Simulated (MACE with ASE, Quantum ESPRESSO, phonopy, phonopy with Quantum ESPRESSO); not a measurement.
# Volume dependence of the highest zone-centre mode (oxygen T2g) of fluorite-type HfO2: Grüneisen parameter from PBE+D3(BJ) and MACE-MPA-0

In fluorite-type HfO2 each hafnium is bonded to eight oxygens and each oxygen sits in a tetrahedron of four hafniums. At V0 the highest zone-centre mode is the Raman-active $T_{2g}$ vibration, in which only oxygen moves. This memo examines how its frequency changes with volume and whether two levels of theory give the same Grüneisen parameter, the number that converts a Raman shift into a volume strain. The frequencies are harmonic, for the static cubic lattice and without the macroscopic field. Each level is scaled about its own static volume V0, and the two levels are compared with each other, not with experiment.

## Set-up

One crystal, HfO2 (fluorite-type), taken from a measured cell of the Crystallography Open Database (entry of the Crystallography Open Database; not the structure at ambient conditions), directly or through a relaxation at another level, and relaxed at each level to its static volume V0; then scaled volumes, with shape and atoms relaxed at fixed volume where symmetry leaves them free. Quantum ESPRESSO 7.5 rows: plane waves at 45 Ry, no spin, finite atomic displacements in 2×2×2 supercells with phonopy 4.10. Machine-learned potentials: finite atomic displacements of 0.02 Å in 4×4×4 supercells with phonopy 4.10.

Notes on method and selection:

- Minus the slope of ln ω against ln V is the mode Grüneisen parameter.
- Harmonic values at the static lattice; measured values carry thermal expansion and anharmonic shifts at their temperature.
- MACE-MPA-0 is a published machine-learned interatomic potential trained on PBE and PBE+U data; it has no electrons, no dipole term and hence no LO-TO splitting.
- Runs that did not converge, have known faults or may not be shown are not listed, and runs on Ansatz's PAW sets soft_1 and soft_2 are kept to separate tables.

Columns:

- volume (Å³): volume per atom.
- lowest Γ mode (cm⁻¹): lowest optical mode at the zone centre, without the macroscopic field; negative means imaginary.
- pressure (GPa): static pressure at that volume, compression positive.
- lowest on path (cm⁻¹): lowest frequency along the high-symmetry path, interpolated; zero means stable, negative imaginary.
- highest Γ mode (cm⁻¹): highest optical mode at the zone centre, without the macroscopic field (no LO-TO term).

## Table of results

```
member        level of theory                      volume (Å³)  lowest Γ mode (cm⁻¹)  pressure (GPa)  lowest on path (cm⁻¹)  highest Γ mode (cm⁻¹)
V/V0 = 0.97   MACE-MPA-0 medium                    10.552       270.8                 8.15            −148.8                 599.5
V/V0 = 0.985  MACE-MPA-0 medium                    10.715       251.6                 3.89            −167.0                 587.1
V/V0 = 1      MACE-MPA-0 medium                    10.878       232.9                 −0.01           −183.1                 574.9
V/V0 = 1.015  MACE-MPA-0 medium                    11.042       214.7                 −3.56           −197.4                 562.9
V/V0 = 1.03   MACE-MPA-0 medium                    11.205       196.9                 −6.82           −209.8                 551.4
V/V0 = 1.05   MACE-MPA-0 medium                    11.422       173.7                 −10.76          −223.5                 536.9
V/V0 = 0.97   PBE+D3(BJ), GBRV (Quantum ESPRESSO)  10.456       273.9                 8.48            −193.7                 610.7
V/V0 = 0.985  PBE+D3(BJ), GBRV (Quantum ESPRESSO)  10.618       258.9                 4.11            −205.0                 597.0
V/V0 = 1      PBE+D3(BJ), GBRV (Quantum ESPRESSO)  10.779       243.2                 0.05            −215.8                 583.6
V/V0 = 1.015  PBE+D3(BJ), GBRV (Quantum ESPRESSO)  10.941       227.2                 −3.70           −225.3                 570.6
V/V0 = 1.03   PBE+D3(BJ), GBRV (Quantum ESPRESSO)  11.103       211.8                 −7.18           −233.4                 558.3
V/V0 = 1.05   PBE+D3(BJ), GBRV (Quantum ESPRESSO)  11.318       189.7                 −11.40          −243.9                 542.0
```

Least-squares fits to the whole series, with x = volume (Å³); R² and errors in the fitted variable (y, or ln y where the fit is in ln y):

```
y                      level of theory                      members  fit                            R²    rms residual  leave-one-out rms  the same for the mean of the others
highest Γ mode (cm⁻¹)  MACE-MPA-0 medium                    6        ln y = 9.68392 − 1.39520 ln x  1.00  1.9×10⁻⁴      3.2×10⁻⁴           0.045
highest Γ mode (cm⁻¹)  PBE+D3(BJ), GBRV (Quantum ESPRESSO)  6        ln y = 9.94850 − 1.50547 ln x  1.00  2.6×10⁻⁴      4.9×10⁻⁴           0.048
```

## Why the values move as they do

The mode softens at every step of expansion. Between V/V0 = 0.97 and 1.05 it falls from 599.5 to 536.9 cm⁻¹ with MACE-MPA-0 and from 610.7 to 542.0 cm⁻¹ with PBE+D3(BJ). The fitted Grüneisen parameters are 1.40 and 1.51. The levels therefore agree on the sign and the rough size, but differ by 0.11, or 8 % of the smaller value, which is well outside the scatter of either fit.

A two-parameter model follows from three assumptions.

First, hafnium is at rest and the two oxygen sublattices move against each other, so only the oxygen mass enters:

$$\omega = \sqrt{k/m_\mathrm{O}}$$

Second, the effective force constant per oxygen follows a single power of the Hf–O distance, $k \propto r^{-n}$.

Third, the structure stays cubic. The atoms then have no free coordinates, and every distance scales as $r \propto V^{1/3}$.

Inserting the third assumption into the second gives $k \propto V^{-n/3}$, and the square root halves the exponent:

$$\omega(V) = \omega_\mathrm{ref}\left(\frac{V_\mathrm{ref}}{V}\right)^{\gamma}, \qquad \gamma = \frac{n}{6}$$

The parameters are $\omega_\mathrm{ref}$, the frequency at a chosen volume $V_\mathrm{ref}$, and $\gamma$. The fits correspond to n = 6 × 1.395 = 8.4 for MACE-MPA-0 and 6 × 1.505 = 9.0 for PBE+D3(BJ). A purely Coulombic force constant would vary as $r^{-3}$ and give γ = 3 / 6 = 0.5. The much steeper dependence is what the theory of ionic crystals expects when short-range repulsion between the closed shells supplies most of the stiffness.

At V0 the PBE+D3(BJ) frequency is higher by 583.6 − 574.9 = 8.7 cm⁻¹, mostly because its cell is smaller. Brought to the same 10.779 Å³ per atom, MACE-MPA-0 gives 574.9 × (10.878 / 10.779)^1.395 = 582.3 cm⁻¹, which leaves a difference of only 1.3 cm⁻¹.

## The model against the table

We fix the model on two PBE+D3(BJ) members, V/V0 = 0.985 (10.618 Å³ per atom, 597.0 cm⁻¹) and V/V0 = 1.03 (11.103 Å³ per atom, 558.3 cm⁻¹). The exponent is the ratio of two logarithms:

γ = ln(597.0 / 558.3) / ln(11.103 / 10.618) = 1.501

With V/V0 = 0.985 as the reference, the frequency at any other volume V is 597.0 × (10.618 / V)^1.501, in cm⁻¹. The four remaining members of the series follow from it.

- V/V0 = 0.97: 597.0 × (10.618 / 10.456)^1.501 = 610.9 cm⁻¹. The table has 610.7, so computed minus model is −0.2 cm⁻¹.
- V/V0 = 1: 597.0 × (10.618 / 10.779)^1.501 = 583.7 cm⁻¹. The table has 583.6, a difference of −0.1 cm⁻¹.
- V/V0 = 1.015: 597.0 × (10.618 / 10.941)^1.501 = 570.7 cm⁻¹. The table has 570.6, again −0.1 cm⁻¹.
- V/V0 = 1.05: 597.0 × (10.618 / 11.318)^1.501 = 542.4 cm⁻¹. The table has 542.0, a difference of −0.4 cm⁻¹.

The first and last of these lie outside the two fixing points, so they test the model as an extrapolation, though a short one. Over the same series the frequency itself changes by 610.7 − 542.0 = 68.7 cm⁻¹. Two calculations at well-separated volumes are therefore enough to recover the other four at this level.

## Members off the line

Largest departures from the fit to the whole series:

```
member       level of theory                      highest Γ mode (cm⁻¹)  fit    computed − fit  computed / fit  in rms residuals (of ln y)
V/V0 = 0.97  MACE-MPA-0 medium                    599.5                  599.7  −0.2            1.00            1.5
V/V0 = 1.03  PBE+D3(BJ), GBRV (Quantum ESPRESSO)  558.3                  558.1  +0.2            1.00            1.5
V/V0 = 1.05  PBE+D3(BJ), GBRV (Quantum ESPRESSO)  542.0                  542.2  −0.2            1.00            1.4
V/V0 = 1     MACE-MPA-0 medium                    574.9                  574.8  +0.1            1.00            1.4
```

For the highest mode the model holds within the numerical precision expected of such phonon runs. The largest miss in the worked sums, −0.4 cm⁻¹ at V/V0 = 1.05, needs no physical cause.

It does less well when the exponent is carried from one level to the other. Starting from MACE-MPA-0 at V0, the PBE+D3(BJ) exponent gives 574.9 × (10.878 / 11.422)^1.501 = 534.3 cm⁻¹ at V/V0 = 1.05, and the computed value is 2.6 cm⁻¹ higher. What fails is the assumption of a common n. A repulsion that is gentler throughout in the potential would have this sign, but the other columns speak against it. Between V/V0 = 0.97 and 1.05 the lowest zone-centre mode softens more with MACE-MPA-0, to 173.7 / 270.8 = 0.64 of its starting frequency, than with PBE+D3(BJ), where the ratio is 189.7 / 273.9 = 0.69. The resistance to compression also falls faster on expansion with the potential. The pressure change from V/V0 = 1.015 to 1.03, divided by that from 0.97 to 0.985, is (6.82 − 3.56) / (8.15 − 3.89) = 0.77 with MACE-MPA-0 and (7.18 − 3.70) / (8.48 − 4.11) = 0.80 with PBE+D3(BJ). Neither quantity measures the repulsion alone, but both run opposite to the $T_{2g}$ exponent, so the cause of the smaller exponent remains open. The levels also differ in the D3 dispersion term, which the potential's training data lack, and no row of the table isolates its effect.

The model breaks clearly for the lowest optical mode, the polar $T_{1u}$ vibration. In PBE+D3(BJ) its exponent between the two smallest volumes is ln(273.9 / 258.9) / ln(10.618 / 10.456) = 3.66. Carried to V/V0 = 1.05, this gives 258.9 × (10.618 / 11.318)^3.66 = 205 cm⁻¹, whereas the computed value is 189.7 cm⁻¹, 15 cm⁻¹ lower. Here a single power law for k fails. The net force constant is short-range repulsion minus a dipolar Coulomb term, and on expansion the repulsion fades faster, so the remainder shrinks at a growing relative rate.

## Conclusions and limits

Between V/V0 = 0.97 and 1.05, a 1 % increase in volume lowers the $T_{2g}$ frequency by about 1.4 % with MACE-MPA-0 and 1.5 % with PBE+D3(BJ), or 8 to 9 cm⁻¹ near V0. This applies to a lattice held cubic: every row has an imaginary mode on the path, so the static crystal would distort if allowed to. Neither value is checked against experiment here, and PBE-type frequencies are commonly a few per cent too low.

The omitted effect that exceeds the spread of the table is the macroscopic field. It leaves $T_{2g}$ unchanged but raises the longitudinal part of the polar $T_{1u}$ mode by several hundred cm⁻¹, into the region of $T_{2g}$. With the field included, the highest zone-centre mode may therefore be a different vibration.

[Logs are printed without paths, hosts, clocks, repeated set-up lines and the standing remarks that a program may print on its own settings, such as how far it seeks lower states.]
